## Results and discussion

The diamagnetic part of a susceptibility or of a nuclear shielding can be taken from a Dirac calculation, from a non-relativistic one scaled by a $(Z\alpha)^2$ rule, or from Slater's screening rules, and the choice has to be made separately for the two properties. For the ions Sc⁴⁺ to Zn⁴⁺ the shortcuts that serve for the shielding $\sigma_\text{dia}$ fail for the susceptibility $\chi_\text{dia}$, because the two quantities sample opposite ends of one density.

Spherical ions Sc⁴⁺ to Zn⁴⁺, computed with B-spline radial code 1 at the basis-set limit: non-relativistic Hartree-Fock (configuration average, point nucleus) and Dirac-Coulomb Hartree-Fock (average over nl shells, Fermi nucleus). The density gives σ_dia = α² Σ⟨1/r⟩/3 (Lamb) and χ_dia = −0.79199 Σ⟨r²⟩ (Langevin, in 10⁻⁶ cm³/mol), with r in bohr.

```tsv
species	Z	electrons	configuration	σ_dia (Lamb), non-rel. (ppm)	σ_dia (Lamb), Dirac (ppm)	σ_dia (Lamb): Dirac/non-rel. − 1 (%)	χ_dia, non-rel. (10⁻⁶ cm³/mol)	χ_dia, Dirac (10⁻⁶ cm³/mol)	χ_dia: Dirac/non-rel. − 1 (%)	share of the highest-n shell in Σ<r²>, non-rel. (%)
Sc4+	21	17	[Ne] 3s2 3p5	1484	1498	0.90	-8.254	-8.213	-0.51	90.5
Ti4+	22	18	[Ne] 3s2 3p6	1587	1603	0.98	-8.329	-8.284	-0.54	91.6
V4+	23	19	[Ar] 3d1	1690	1708	1.07	-8.533	-8.493	-0.47	92.7
Cr4+	24	20	[Ar] 3d2	1795	1816	1.15	-8.649	-8.613	-0.42	93.5
Mn4+	25	21	[Ar] 3d3	1903	1926	1.24	-8.703	-8.669	-0.39	94.1
Fe4+	26	22	[Ar] 3d4	2013	2039	1.33	-8.711	-8.680	-0.36	94.6
Co4+	27	23	[Ar] 3d5	2125	2155	1.43	-8.688	-8.659	-0.33	95.1
Ni4+	28	24	[Ar] 3d6	2240	2274	1.52	-8.640	-8.613	-0.31	95.5
Cu4+	29	25	[Ar] 3d7	2357	2396	1.62	-8.575	-8.549	-0.30	95.8
Zn4+	30	26	[Ar] 3d8	2477	2520	1.72	-8.497	-8.473	-0.28	96.1
```

Here $\sigma_\text{dia}$ is proportional to $\Sigma\langle 1/r\rangle$ and $\chi_\text{dia}$ to $-\Sigma\langle r^2\rangle$, both summed over all electrons; $\alpha$ is the fine-structure constant. The percentage columns give the Dirac value relative to the non-relativistic Hartree-Fock one, so a negative entry for $\chi_\text{dia}$ means that relativity has lowered $\Sigma\langle r^2\rangle$. It does not mean that the outer edge of the ion has moved inwards: in Fe⁴⁺ the sum falls by 0.36 %, yet the radius at which the density drops to 0.001 bohr⁻³ grows from 2.471 to 2.475 bohr. $Z$ and the electron count rise together. Sc⁴⁺ and Ti⁴⁺ have no 3d electron, and every row but Ti⁴⁺ is an average over an open-shell configuration.

### The shells that carry each sum

The weight $1/r$ favours the electrons nearest the nucleus. In the orbital results for Ni⁴⁺ the two 1s electrons supply 44 % of $\Sigma\langle 1/r\rangle$, the $n=2$ shell 38 % and the six 3d electrons 7 %. The weight $r^2$ does the reverse. The last column shows that the $n=3$ shell holds 90.5 % of $\Sigma\langle r^2\rangle$ at Sc⁴⁺ and 96.1 % at Zn⁴⁺. That column counts 3s, 3p and 3d together; the 3d electrons alone give 13 % in V⁴⁺, 37 % in Fe⁴⁺ and 47 % in Ni⁴⁺. The division among closed shells of the same $l$, such as 2p and 3p, rests on the program's choice of orbitals, since these can be mixed without changing the energy; the totals and the 3d share do not depend on it. An approximation that treats the two inner shells well will therefore reproduce $\sigma_\text{dia}$ to within a few per cent even if its 3d orbital is poor, while $\chi_\text{dia}$ depends on how 3s, 3p and 3d, which occupy the same region, screen one another.

### Leaving out relativity in the shielding

Electrons close to the nucleus move fast, the s and p₁/₂ orbitals contract, and $\Sigma\langle 1/r\rangle$ grows. The non-relativistic $\sigma_\text{dia}$ is accordingly below the Dirac one in every row, by 13 ppm at Sc⁴⁺ (before rounding) and 43 ppm at Zn⁴⁺. A least-squares line through the logarithm of the percentage against $\ln Z$, all ten rows, has slope 1.81.

The size follows from the hydrogen-like ion. With the Dirac quantum number $\kappa$ ($|\kappa| = j+\tfrac12$), the fine-structure energy in atomic units and the Hellmann-Feynman relation $\langle 1/r\rangle=-\partial E/\partial Z$ give

$$E=-\frac{Z^2}{2n^2}\left[1+\frac{(Z\alpha)^2}{n^2}\left(\frac{n}{|\kappa|}-\frac34\right)\right],\qquad \left\langle \frac1r\right\rangle=\frac{Z}{n^2}\left[1+\frac{2(Z\alpha)^2}{n^2}\left(\frac{n}{|\kappa|}-\frac34\right)\right].$$

The coefficient of $(Z\alpha)^2$ is 0.5 for 1s, 0.625 for 2s and 2p₁/₂, and 0.125 for 2p₃/₂. To apply it to a many-electron ion each shell is weighted by its occupation times $Z_\text{eff}/n^2$ from Slater's rules. The charge in the correction is ambiguous, since the relativistic effect arises near the nucleus, where screening is small, while the orbital as a whole feels the screened charge. Using both extremes brackets the table in all ten rows with nothing fitted. For Zn⁴⁺ the relative shift divided by $(Z\alpha)^2$ is 0.359, between 0.336 for screened charges and 0.407 for the bare charge.

This coefficient drifts down from 0.383 at Sc⁴⁺, which is why the exponent is below 2. Each added outer electron contributes to $\Sigma\langle 1/r\rangle$ with a small relativistic coefficient and dilutes the inner shells. The bare-charge model, which contains only this dilution, gives a Zn/Sc ratio of 0.938 against 0.936 from the table. The screened version gives 0.965, so the close agreement depends on which charge is chosen and does not isolate the cause. The two columns also use different nuclear models, but $(ZR/a_0)^2$, with $R$ the nuclear radius, is of order $10^{-5}$ at zinc, far below a shift of order $10^{-2}$.

A correction of about $0.37\,(Z\alpha)^2$ thus converts one $\sigma_\text{dia}$ column into the other to within 0.1 % of $\sigma_\text{dia}$. The weakness lies in what the Dirac column means. It is the Lamb formula applied to a relativistic density. A relativistic theory of the shielding has additional terms, from the coupling of the electron spin to the nuclear moment and the field, of the same relative order $(Z\alpha)^2$, and for a hydrogen-like ion they are known to outweigh the density effect. The 0.90 to 1.72 % measure the contraction of the density and are only part of the relativistic correction to a shielding constant. The numbers themselves give no warning of this.

### Where scaling with $(Z\alpha)^2$ breaks down

For $\chi_\text{dia}$ the non-relativistic error is small, between 0.024 and 0.045 in units of $10^{-6}$ cm³/mol, but it runs the wrong way for a $Z^2$ rule. Here too the Dirac column is the non-relativistic formula applied to a relativistic density, without further relativistic terms, so the error discussed is that of the density alone. The shift is largest at Ti⁴⁺ (−0.54 %) and shrinks in every later row to −0.28 % at Zn⁴⁺, while $(Z\alpha)^2$ nearly doubles. A rule calibrated on Ti⁴⁺ predicts −1.00 % for Zn⁴⁺. The failure is recognised by dividing the shift by $(Z\alpha)^2$. The quotient changes little between the two ions without d electrons (−0.217 and −0.210), drops to −0.167 with the first 3d electron, and reaches −0.058 at Zn⁴⁺.

Two standard effects add here. The 3s and 3p orbitals penetrate to the nucleus and contract directly. A 3d electron is kept away from the nucleus by its angular momentum and feels little direct effect, so as 3d takes over the sum the contraction is diluted. In addition the contracted s and p shells place more charge inside the 3d orbital and screen it better, which destabilises and expands it. A hydrogen-like formula cannot produce this second effect, since it makes every orbital contract. With $w$ the 3d share of $\Sigma\langle r^2\rangle$,

$$\frac{\chi_\text{Dirac}}{\chi_\text{non-rel.}}-1=(Z\alpha)^2\left[-a\,(1-w)+b\,w\right],\qquad w=\frac{k\,n_d}{1+k\,n_d},$$

where $n_d$ is the number of 3d electrons and $k$ is the $\langle r^2\rangle$ of one 3d electron divided by the sum over all other shells. The orbital results, Dirac for V⁴⁺ and Fe⁴⁺ and non-relativistic for Ni⁴⁺, give $k$ = 0.150, 0.149 and 0.147, and the mean of 0.149 is used throughout. The mixture matters little, since relativity changes the whole sum by about half a per cent at most. The constant $a$ is fixed on Ti⁴⁺, whose 3s²3p⁶ shell persists in the later rows, and $b$ = +0.076 comes from least squares on the eight rows V⁴⁺ to Zn⁴⁺.

Fe⁴⁺, which entered both $k$ and $b$, serves as the worked case. For Ti⁴⁺, $(Z\alpha)^2$ = 2.577 %, so $a$ = 0.54/2.577 = 0.2095. For Fe⁴⁺, $(Z\alpha)^2$ = 3.600 % and pure scaling gives −0.2095 × 3.600 = −0.75 %. The 3d share is $w$ = 0.596/1.596 = 0.373, and dilution alone reduces the shift to −0.754 × 0.627 = −0.47 %. The expansion term adds 0.076 × 0.373 × 3.600 = +0.10, which leaves −0.37 % against −0.36 % in the table.

Over the eight d rows the root-mean-square misfit is 0.47 percentage points for pure scaling, 0.13 with dilution and 0.015 with the fitted $b$. Dilution alone predicts too much contraction in all eight. The full model still misses systematically, by +0.022 points at Cr⁴⁺ and −0.018 at Zn⁴⁺, about twice what rounding of the row and of Ti⁴⁺ allows, and the $b$ implied row by row falls from 0.12 to 0.07. Sc⁴⁺, outside the fit, comes out at −0.49 % against −0.51 %, so $a$ is itself not quite constant.

That matters for the interpretation. The table shows that dilution at fixed $a$ is insufficient. It cannot separate an expanding 3d shell from a 3s3p contraction that weakens as 3d electrons are added, since $a$ and $b$ trade against each other, and the value of $b$ is not a measured expansion. Independent support for the sign comes from the ionisation energies of the same calculations. Relativity raises them when a 3p electron is removed (+0.058 eV for Sc⁴⁺, +0.074 eV for Ti⁴⁺) and lowers them in all rows where a 3d electron is removed, from −0.288 eV at V⁴⁺ to −0.537 eV at Zn⁴⁺. This shows the destabilisation in energy; that the radius follows is the usual inference. The slightly larger density radius of Fe⁴⁺ in the Dirac results fits it, but does not measure the 3d orbital alone. By the same reasoning, a d⁹ or d¹⁰ ion continuing the series should show a still smaller coefficient, and a species whose $\Sigma\langle r^2\rangle$ is dominated by 4s electrons should return to a contraction that grows with $Z$.

### Slater's rules

Slater screening with no adjusted constant reproduces the non-relativistic $\sigma_\text{dia}$ to −0.8 % at Sc⁴⁺ and −2.4 % at Zn⁴⁺, an error of about the size of the relativistic shift. For $\chi_\text{dia}$ the same charges give magnitudes 9 to 10 % too small for Sc⁴⁺ and Ti⁴⁺ and 21 to 42 % too large for the d ions, relative to Hartree-Fock. The change of sign at V⁴⁺ is the mark of the failure.

The orbital results locate it. The rules let all eighteen electrons of the argon core screen a 3d electron completely, so V⁴⁺ has $Z_\text{eff}$ = 5, and a Slater-type orbital with $n=3$ has $\langle r^2\rangle=126/Z_\text{eff}^2$ = 5.04 bohr². The computed value is 1.40 bohr². Complete screening requires the screening charge to lie wholly inside the orbital, and in these ions it does not. In Ni⁴⁺ the radial maximum of 3d lies at 0.61 bohr, inside that of 3p at 0.65 bohr. The overlap works in both directions. The rules let 3d electrons exert no screening on 3s and 3p, which therefore come out too tight, with a mean $\langle r^2\rangle$ of 0.91 against 1.07 bohr² in V⁴⁺ and 0.45 against 0.66 bohr² in Ni⁴⁺. Part of this deficit is present before any 3d electron is added, as the Ti⁴⁺ error shows, and the growth along the row is what the missing 3d screening predicts. The two errors have opposite signs and partly cancel in the total. Because $\langle r^2\rangle$ goes as $Z_\text{eff}^{-2}$ and the 3d charge is a small difference of large numbers, the damage to $\chi_\text{dia}$ is large, whereas $\sigma_\text{dia}$ is linear in $Z_\text{eff}$ and dominated by shells whose screening is a minor correction.

Slater's rules put the largest $|\chi_\text{dia}|$ at Fe⁴⁺, as both Hartree-Fock columns do. They do so with a rise of 64 % from Ti⁴⁺ where the calculation has 4.6 %, so the matching position is no evidence for the model.

### The maximum at Fe⁴⁺ and the configuration average

The maximum is a balance between electron count and contraction. From V⁴⁺ to Fe⁴⁺ in the Dirac results the 3d shell adds 2.70 bohr² to $\Sigma\langle r^2\rangle$, 3s and 3p lose 2.26 and the inner shells 0.20, for a net gain of 0.24 bohr². The ion shrinks meanwhile, and the radius at which the density falls to 0.001 bohr⁻³ goes from 2.52 to 2.48 bohr. Beyond Fe⁴⁺ contraction wins, and $|\chi_\text{dia}|$ falls by 2.5 % to Zn⁴⁺.

Before rounding, Fe⁴⁺ exceeds Mn⁴⁺ by 0.009 in the non-relativistic results, 0.1 % of the value, and by 0.011 in the Dirac results. Relativity does not move the maximum, but both columns share two omissions that could. The non-relativistic margin corresponds to 0.011 bohr², a quarter of a percent of the 4 × 1.02 bohr² held by the 3d electrons of Fe⁴⁺. Electron correlation is absent, and so is the term structure. In a high-spin term, parallel spins avoid one another, which lowers the repulsion for orbitals of a given size and lets the 3d orbital contract, and d⁴ gains more from this than d³ relative to its average. Taken alone, this would favour Mn⁴⁺, but a tighter 3d shell also screens 3s and 3p more, and the net effect is not computed here. The flat top between Mn⁴⁺ and Co⁴⁺ follows from the balance described above, while the identity of the highest ion is a property of this level of theory.

The smooth passage through d⁵ is built into the averaging, which assigns every pair of 3d electrons the same mean exchange. Its cost is visible in the energies, where the computed values are differences between configuration averages and the tabulated ones refer to the lowest levels. The non-relativistic ionisation energy lies 3.67 eV below the tabulated semi-empirical value for Co⁴⁺ and 2.48 eV above it for Ni⁴⁺. Ionising high-spin d⁵ breaks up the largest number of parallel pairs, and ionising d⁶ removes the one paired electron, which explains the reversal; relativity contributes to both deviations but varies slowly between neighbours, and the missing correlation, expected to be larger for the paired electron, would work against the reversal. The absence of a kink at Co⁴⁺ in $\chi_\text{dia}$ says nothing about half-shell effects in the real ions.

Only for closed-shell Ti⁴⁺ is the Langevin term the leading response of the free ion. The other nine have unpaired electrons, and the Curie susceptibility of a single spin at room temperature, roughly $10^{-3}$ cm³/mol as a recalled order of magnitude, is about a hundred times $|\chi_\text{dia}|$. For a correction subtracted from such a measurement, the choice between the two Hartree-Fock columns is immaterial, since they differ by at most 0.54 %. Their agreement does not test the electron correlation and the further relativistic terms of the susceptibility that both omit, or the change of the density when the ion sits in a compound. The Slater estimate for the d ions is off by 1.8 to 3.6 units of $10^{-6}$ cm³/mol (−10.32 against −8.533 at V⁴⁺, −12.34 against −8.711 at Fe⁴⁺), several times the whole variation along the series. That spoils any comparison between the ions, although it is still under one per cent of the Curie term.
